\section*{Sequential hopping and the crossover from superexchange: solution key}

\subsection*{Problem}

A charge leaves a donor state $D$ and reaches an acceptor $A$ through $N$ identical bridge sites of spacing $a$. A relaxed charge on a bridge site lies a free energy $\Delta$ above $D$, with any spin degeneracy included in $\Delta$. The incoherent rates are $k_{D1}$ and $k_{1D}$ between $D$ and site 1, $k_b$ in either direction between neighbouring sites, and $k_{NA}$ from site $N$ to $A$, which absorbs the charge. A coherent channel $D\to A$ acts in parallel. $k_B T$ is written $kT$, and $p\equiv e^{-\Delta/kT}$.

The numbers refer to a model of an oligophenyleneimine (OPI) wire between two Au contacts, with one phenylene-imine repeat unit as one site and length $L=Na$. The inputs are illustrative. Typical values are $a=0.65$ nm and a tunnelling decay constant $\beta=3.0$ nm$^{-1}$. The choices $\Delta=0.18$ eV and $k_b=\nu e^{-E_b/kT}$ with $E_b=0.10$ eV divide between them an activation energy of 0.28 eV, typical of long wires of this family. Further, $\nu=1.0\times10^{12}$ s$^{-1}$, $k_{1D}=1.0\times10^{12}$ s$^{-1}$ and $k_{NA}=1.0\times10^{11}$ s$^{-1}$ are assumed independent of temperature. The tunnelling transmission extrapolated to $N=0$ is $\mathcal{T}_0=0.040$, chosen so that the crossover falls near 4 nm. $T=300$ K unless stated.

(a) Find the steady-state hopping rate for $N=2$ and for general $N$. (b) Solve the $N=2$ kinetics exactly and state how far the steady-state rate departs from the true decay rate. (c) Derive the length dependence of the coherent channel. (d) Relate both rates to the low-bias conductance. (e) Find the crossover length in closed form. (f) Compare it with $N^*\approx\Delta/(\beta a\,kT)$. (g) Assess the neglected terms.

\subsection*{(a) Steady state}

Detailed balance fixes the uphill injection rate, $k_{D1}=p\,k_{1D}$. The symbol $k_{1D}$ is therefore the downhill rate, from site 1 back to the donor. Two sites are the smallest bridge that contains injection, one intra-bridge hop and extraction. With $P_D$ held fixed, the same flux $J$ crosses each link:
\begin{equation}
J=p\,k_{1D}P_D-k_{1D}P_1,\qquad J=k_b(P_1-P_2),\qquad J=k_{NA}P_2 .
\end{equation}
The last relation gives $P_2=J/k_{NA}$, the middle one $P_1=J(1/k_b+1/k_{NA})$, and the first, divided by $k_{1D}$, reads $J/k_{1D}=pP_D-P_1$. Hence
\begin{equation}
k_{\rm hop}(2)\equiv\frac{J}{P_D}=\frac{p}{1/k_{1D}+1/k_b+1/k_{NA}} .
\end{equation}
For $N$ sites each of the $N-1$ internal links lowers the population by $J/k_b$, so that $P_n=J[1/k_{NA}+(N-n)/k_b]$, a linear profile, and
\begin{equation}
k_{\rm hop}(N)=\frac{e^{-\Delta/kT}}{S_N},\qquad S_N=\frac{1}{k_{1D}}+\frac{N-1}{k_b}+\frac{1}{k_{NA}} .
\label{khop}
\end{equation}
The three terms add as resistances in series. The Boltzmann factor is paid once, whatever the length, and the decay with $N$ is algebraic.

Numbers: $kT=25.85$ meV, $\Delta/kT=6.963$, $p=9.465\times10^{-4}$, $E_b/kT=3.868$, $1/k_b=47.85$ ps and $k_b=2.090\times10^{10}$ s$^{-1}$. With $1/k_{1D}=1$ ps and $1/k_{NA}=10$ ps, $S_2=58.85$ ps and $k_{\rm hop}(2)=1.6082\times10^{7}$ s$^{-1}$, so $1/k_{\rm hop}(2)=62.18$ ns.

\subsection*{(b) Exact kinetics of the two-site bridge}

For a single donor that is not replenished, $\dot{\mathbf P}=-K\mathbf P$ with $\mathbf P=(P_D,P_1,P_2)^T$ and
\begin{equation}
K=\begin{pmatrix} p\,k_{1D} & -k_{1D} & 0\\ -p\,k_{1D} & k_{1D}+k_b & -k_b\\ 0 & -k_b & k_b+k_{NA}\end{pmatrix}.
\end{equation}
Integration over all time gives $K\boldsymbol\theta=\mathbf P(0)$ for the mean residence times $\theta_i=\int_0^\infty P_i\,dt$. With $\mathbf P(0)=(1,0,0)^T$ these are the steady-state equations of part (a) with unit flux. Therefore $\theta_D=S_N/p$ and $\theta_n=1/k_{NA}+(N-n)/k_b$, and the mean time to reach $A$ is, exactly and for any $N$,
\begin{equation}
\tau=\theta_D+\sum_{n=1}^N\theta_n=\frac{1}{k_{\rm hop}}+\frac{N}{k_{NA}}+\frac{N(N-1)}{2k_b}.
\label{tau}
\end{equation}
The first term is the waiting time on the donor and the others are the time spent on the bridge. Since every $\theta_n<S_N$, the relative correction obeys $k_{\rm hop}\tau-1<Np$.

For $N=2$ the decay constants $\lambda_1<\lambda_2<\lambda_3$ are the roots of $\lambda^3-c_2\lambda^2+c_1\lambda-c_0=0$, where the coefficients are the trace, the sum of principal $2\times2$ minors and the determinant of $K$:
\begin{align}
c_2&=(1+p)k_{1D}+2k_b+k_{NA},\nonumber\\
c_1&=k_{1D}k_b+k_{1D}k_{NA}+k_bk_{NA}+p\,k_{1D}(2k_b+k_{NA}),\nonumber\\
c_0&=p\,k_{1D}k_bk_{NA}.
\end{align}
Division gives $c_1/c_0=S_2/p+2/k_{NA}+1/k_b$, which is $\tau$ of Eq.~(\ref{tau}). Because $c_1/c_0=\sum_i1/\lambda_i$ for any cubic of this form,
\begin{equation}
\frac1{\lambda_1}=\tau-\frac1{\lambda_2}-\frac1{\lambda_3}\approx\tau-\frac{c_2}{c_1},
\end{equation}
where the last step holds for $\lambda_1\ll\lambda_2$.

Numbers: $\theta_1=57.85$ ps and $\theta_2=10$ ps, so $\tau=62.25$ ns and $1/\tau=1.6065\times10^7$ s$^{-1}$. The two fast modes contribute $1/\lambda_2+1/\lambda_3=9.28$ ps, and $\lambda_1=1.6067\times10^7$ s$^{-1}$. The three measures of the rate, $k_{\rm hop}$, $\lambda_1$ and $1/\tau$, lie within 0.11 per cent of one another. For $N=6$, Eq.~(\ref{tau}) gives $k_{\rm hop}\tau-1=2.9\times10^{-3}$, below the bound $6p=5.7\times10^{-3}$. Equation (\ref{khop}) is thus exact as the flux per unit donor population and is the observable rate up to terms of relative order $Np$. It fails as an observable rate when $\Delta\lesssim kT\ln N$; the bridge then stores the charge, and as $p$ approaches one the diffusive term $N(N-1)/2k_b$ becomes comparable with the waiting time.

\subsection*{(c) The coherent channel}

Let the unrelaxed bridge have site energy $\varepsilon$ above the tunnelling energy and nearest-neighbour coupling $-t$, with $\varepsilon>2t>0$. The gap $\varepsilon$ is vertical and exceeds $\Delta$, which refers to the relaxed charge. The effective coupling of $D$ and $A$ is $V_DV_A\,G_{1N}$, where $V_D$ and $V_A$ couple them to the end sites and $|G_{1N}|=(H_B^{-1})_{1N}$. For two sites, inversion of the $2\times2$ matrix gives $|G_{12}|=t/(\varepsilon^2-t^2)$. For $N$ sites the cofactor is $t^{N-1}$, and the determinant obeys $d_N=\varepsilon d_{N-1}-t^2d_{N-2}$ with $d_0=1$, $d_1=\varepsilon$. With $\varepsilon=2t\cosh\kappa$ the solution is $d_N=t^N\sinh[(N+1)\kappa]/\sinh\kappa$, so
\begin{equation}
|G_{1N}|^2=\frac{\sinh^2\kappa}{t^2\sinh^2[(N+1)\kappa]}=\frac{(1-e^{-2\kappa})^2}{t^2}\,\frac{e^{-2\kappa N}}{[1-e^{-2(N+1)\kappa}]^2}.
\end{equation}
The rate is proportional to $|G_{1N}|^2$, which identifies
\begin{equation}
k_{\rm se}(N)=k_0e^{-sN},\qquad s\equiv\beta a=2\kappa=2\,{\rm arccosh}\frac{\varepsilon}{2t},
\end{equation}
up to the factor $[1-e^{-2(N+1)\kappa}]^{-2}$. Here $s=1.95$ and $\varepsilon/2t=\cosh 0.975=1.514$. The finite-length factor is 1.006 at $N=2$ and falls exponentially, so it is dropped. The limit $\varepsilon\gg t$ gives McConnell's result (1961), $s\approx2\ln(\varepsilon/t)$, which at this ratio would be 2.22 in place of 1.95.

\subsection*{(d) From rates to conductance}

In a junction $D$ and $A$ are the two Au electrodes and $\Delta$ is measured from the Fermi level. The electrodes are reservoirs, so the fixed source of part (a) is realised directly, provided the bridge is dilutely occupied ($Np\ll1$). Both electrodes inject. For $N=2$ with forward rates $f_0,f_1,f_2$ and reverse rates $r_0,r_1,r_2$ on the three links, the two site equations give
\begin{equation}
J=\frac{f_0f_1f_2-r_0r_1r_2}{r_0r_1+r_0f_2+f_1f_2}.
\end{equation}
Detailed balance on each link makes the ratio of the two products $e^{eV/kT}$ at bias $V$, however the potential drops along the wire. The same structure holds for any linear chain. To first order in $V$ the forward flux may be evaluated at zero bias, where it equals $k_{\rm hop}$, so $J=k_{\rm hop}\,eV/kT$ and
\begin{equation}
G_{\rm hop}=\frac{e^2}{kT}\,k_{\rm hop}.
\end{equation}
The Landauer conductance of the off-resonant channel is $G_{\rm se}=(2e^2/h)\mathcal{T}_0e^{-sN}$, where the contact factors do not depend on $N$. Writing it as $(e^2/kT)k_{\rm se}$ defines
\begin{equation}
k_0=\frac{2kT}{h}\,\mathcal{T}_0=5.001\times10^{11}\ {\rm s^{-1}} .
\end{equation}
The factor $T$ in $k_0$ only undoes the conversion; $G_{\rm se}$ itself does not depend on temperature. The resistance per molecule is $R=kT/[e^2(k_{\rm se}+k_{\rm hop})]$ with $kT/e^2=1.614\times10^{17}\ \Omega\,{\rm s^{-1}}$. The model's values are:

\begin{center}
\begin{tabular}{ccccc}
\hline
$N$ & $L$ (nm) & $k_{\rm se}$ (s$^{-1}$) & $k_{\rm hop}$ (s$^{-1}$) & $R$ ($\Omega$)\\
\hline
2 & 1.3 & $1.01\times10^{10}$ & $1.61\times10^{7}$ & $1.59\times10^{7}$\\
4 & 2.6 & $2.05\times10^{8}$ & $6.12\times10^{6}$ & $7.65\times10^{8}$\\
6 & 3.9 & $4.15\times10^{6}$ & $3.78\times10^{6}$ & $2.03\times10^{10}$\\
8 & 5.2 & $8.40\times10^{4}$ & $2.74\times10^{6}$ & $5.72\times10^{10}$\\
10 & 6.5 & $1.70\times10^{3}$ & $2.14\times10^{6}$ & $7.52\times10^{10}$\\
\hline
\end{tabular}
\end{center}

If the carriers are holes, $\Delta$ is the depth of the relaxed hole level below the Fermi level. That level would lie below the vacuum level by the work function of bare Au plus $\Delta$ if the monolayer added no interface dipole. A thiolate layer does add one, and every $kT$ of shift changes $p$ by a factor $e$, so $\Delta$ cannot be deduced from the bare work function and remains an input.

\subsection*{(e) Crossover in closed form}

Both channels start from $D$, so the ratio of their fluxes does not depend on the normalisation of $P_D$, and the correction of part (b) does not move the crossover. Setting $k_{\rm se}=k_{\rm hop}$ and taking the logarithm gives
\begin{equation}
N^*=\frac{\Delta}{s\,kT}+\frac1s\ln\!\left(k_0S_{N^*}\right),
\label{implicit}
\end{equation}
with $N$ treated as continuous. Write $S_N=u/k_b$ with
\begin{equation}
u=N+n_0,\qquad n_0=k_b\left(\frac1{k_{1D}}+\frac1{k_{NA}}\right)-1 .
\end{equation}
The condition $k_0e^{-sN}=p\,k_b/u$, multiplied by $-su\,e^{-sn_0}/k_0$, becomes
\begin{equation}
(-su)\,e^{-su}=-y,\qquad y=s\,\frac{p\,k_b}{k_0}\,e^{-sn_0}.
\end{equation}
This is the defining equation $We^W=-y$ of the Lambert function. The quantity $su\,e^{-su}$ has its maximum $1/e$ at $su=1$, and superexchange is the faster channel where it exceeds $y$. For $y>1/e$ hopping wins at every length. For $y<1/e$ there are two roots, and the handover to hopping with increasing length is the larger one, on the branch $W_{-1}\le-1$:
\begin{equation}
N^*=-n_0-\frac1s\,W_{-1}(-y).
\label{lambert}
\end{equation}
With $w=su^*$ and $\Lambda=-\ln y$ the equation reads $w=\Lambda+\ln w$, and iteration gives $w=\Lambda+\ln\Lambda+(\ln\Lambda)/\Lambda+\dots$

Numbers: $n_0=-0.770$, $y=3.463\times10^{-4}$, $\Lambda=7.968$. The root is $w=10.300$, and the three-term expansion gives 10.304. Then $u^*=5.282$, and
\begin{equation}
N^*=6.05,\qquad L^*=N^*a=3.93\ {\rm nm}.
\end{equation}
Both rates equal $3.74\times10^{6}$ s$^{-1}$ there. The principal branch gives $N=0.770<1$, which corresponds to no wire. In terms of integers, superexchange leads for $N\le6$ and hopping for $N\ge7$. The length 3.93 nm is the model's value, and since $\mathcal{T}_0$ was chosen to put it near 4 nm it tests nothing about the molecule.

\subsection*{(f) Comparison with the general estimate}

The leading term alone gives $\Delta/(s\,kT)=3.57$ sites, or 2.32 nm. The logarithm in Eq.~(\ref{implicit}) has $k_0S_{N^*}=126$, $\ln(k_0S_{N^*})=4.84$, and adds 2.48 sites, which is 41 per cent of $N^*$. The origin of so large a correction shows when $k_b=\nu e^{-E_b/kT}$ is inserted:
\begin{equation}
N^*=\frac{\Delta}{s\,kT}+\frac{E_b}{s\,kT}+\frac1s\ln\frac{k_0}{\nu}+\frac1s\ln(N^*+n_0).
\label{split}
\end{equation}
The four terms are $3.57$, $1.98$, $-0.36$ and $0.85$, and their unrounded sum is 6.05. The logarithm of an activated rate is linear in $1/kT$ and has the same standing as the leading term. Only the last two terms are slowly varying. The statement $N^*=\Delta/(\beta a\,kT)$ up to logarithms is therefore correct when the rate that limits $S_N$ and the prefactor $k_0$ are unactivated. It then becomes exact in relative terms as $\Delta/kT\to\infty$, because the remainder grows only as a logarithm. When the intra-bridge hop is activated and rate limiting, $\Delta$ must be replaced by $\Delta+E_b$, which gives 5.55 sites or 3.61 nm here. For a molecular acceptor, $k_0$ contains a Franck--Condon factor with its own barrier $E_{\rm se}$, and the same step gives $(\Delta+E_b-E_{\rm se})/(s\,kT)$.

The temperature dependence separates the two estimates:

\begin{center}
\begin{tabular}{ccccc}
\hline
$T$ (K) & $\Delta/(s\,kT)$ & $(\Delta+E_b)/(s\,kT)$ & $N^*$ & $L^*$ (nm)\\
\hline
250 & 4.28 & 6.67 & 7.16 & 4.65\\
300 & 3.57 & 5.55 & 6.05 & 3.93\\
350 & 3.06 & 4.76 & 5.28 & 3.43\\
\hline
\end{tabular}
\end{center}

Between 350 and 250 K the exact root moves by 1.9 sites. The estimate with $\Delta$ alone gives 1.2 and the estimate with $\Delta+E_b$ gives 1.9.

Differentiation of Eq.~(\ref{split}) at fixed temperature gives the sensitivity to the prefactor,
\begin{equation}
\frac{\partial N^*}{\partial\ln k_0}=\frac{1}{s-1/u^*}=0.57 .
\end{equation}
A tenfold change of $\mathcal{T}_0$ shifts the crossover by about 1.3 sites. An observed crossover length therefore constrains the combination in Eq.~(\ref{split}) and does not determine $\Delta$ by itself. The same slope sets the width of the transition: the hopping share of the current rises from 10 to 90 per cent between $N=4.8$ and $N=7.3$, over $2\ln9/(s-1/u^*)\approx2.5$ sites.

The apparent decay constant is the average of the two slopes weighted by the shares $\phi_{\rm se}$ and $\phi_{\rm hop}$ of the current,
\begin{equation}
\beta_{\rm app}=\frac{d\ln R}{dL}=\phi_{\rm se}\,\beta+\frac{\phi_{\rm hop}}{a\,(N+n_0)} .
\end{equation}
At $N^*$ the hopping slope is 0.29 nm$^{-1}$ and $\beta_{\rm app}=1.65$ nm$^{-1}$. Beyond the crossover $R$ becomes linear in $L$, and a semilogarithmic slope there depends on the range of lengths that is fitted.

\subsection*{(g) Neglected terms and limits of the model}

Bridge occupation gives relative corrections of order $Np$, sized in part (b), and the finite-length factor of part (c) is negligible at $N^*$. One omitted channel can rival both that were kept. Carriers in the thermal tail of the Fermi function $f$ can cross coherently through the unrelaxed bridge states, whose band edge lies at $E_c=\varepsilon-2t$ for a long chain. With a mean transmission $\mathcal{T}_b$ inside the band,
\begin{equation}
G_{\rm band}\approx\frac{2e^2}{h}\,\mathcal{T}_b\int_{E_c}^\infty\left(-\frac{\partial f}{\partial E}\right)dE\approx\frac{2e^2}{h}\,\mathcal{T}_b\,e^{-E_c/kT}.
\end{equation}
If $\mathcal{T}_b$ is of the order of $\mathcal{T}_0$, a rough estimate, this equals $G_{\rm se}(N^*)$ when $E_c=sN^*kT$. Here $sN^*=11.8$, so the channel is minor at the crossover only if $E_c$ exceeds 0.31 eV by a few $kT$. Since $E_c=\varepsilon(1-1/\cosh\kappa)=0.34\,\varepsilon$, the vertical gap must exceed about 0.9 eV. For a smaller gap the exponential decay ends in a nearly length-independent activated plateau before hopping takes over. The inputs $\beta$, $\Delta$ and $k_b$ were treated as independent, whereas in a real wire all three depend on the gap, the coupling and the relaxation energy.

The identical-site model also fixes the slope beyond the crossover, and no input was adjusted to it. Between $N=7$ and $N=11$, that is 4.55 and 7.15 nm, the total rate falls from $3.76\times10^6$ to $1.93\times10^6$ s$^{-1}$, a mean $\beta_{\rm app}$ of 0.26 nm$^{-1}$. Long OPI wires typically show an apparent value of roughly 0.9 nm$^{-1}$, so the model's slope is too small by a factor of three to four. Equation (\ref{khop}) cannot give a larger slope unless $u=N+n_0$ is small over the fitted range. Fewer and larger hopping sites, each spread over several rings, reduce $u$ at a given length and steepen the curve, and site energies or hop rates that vary along the wire alter the series sum $S_N$ term by term.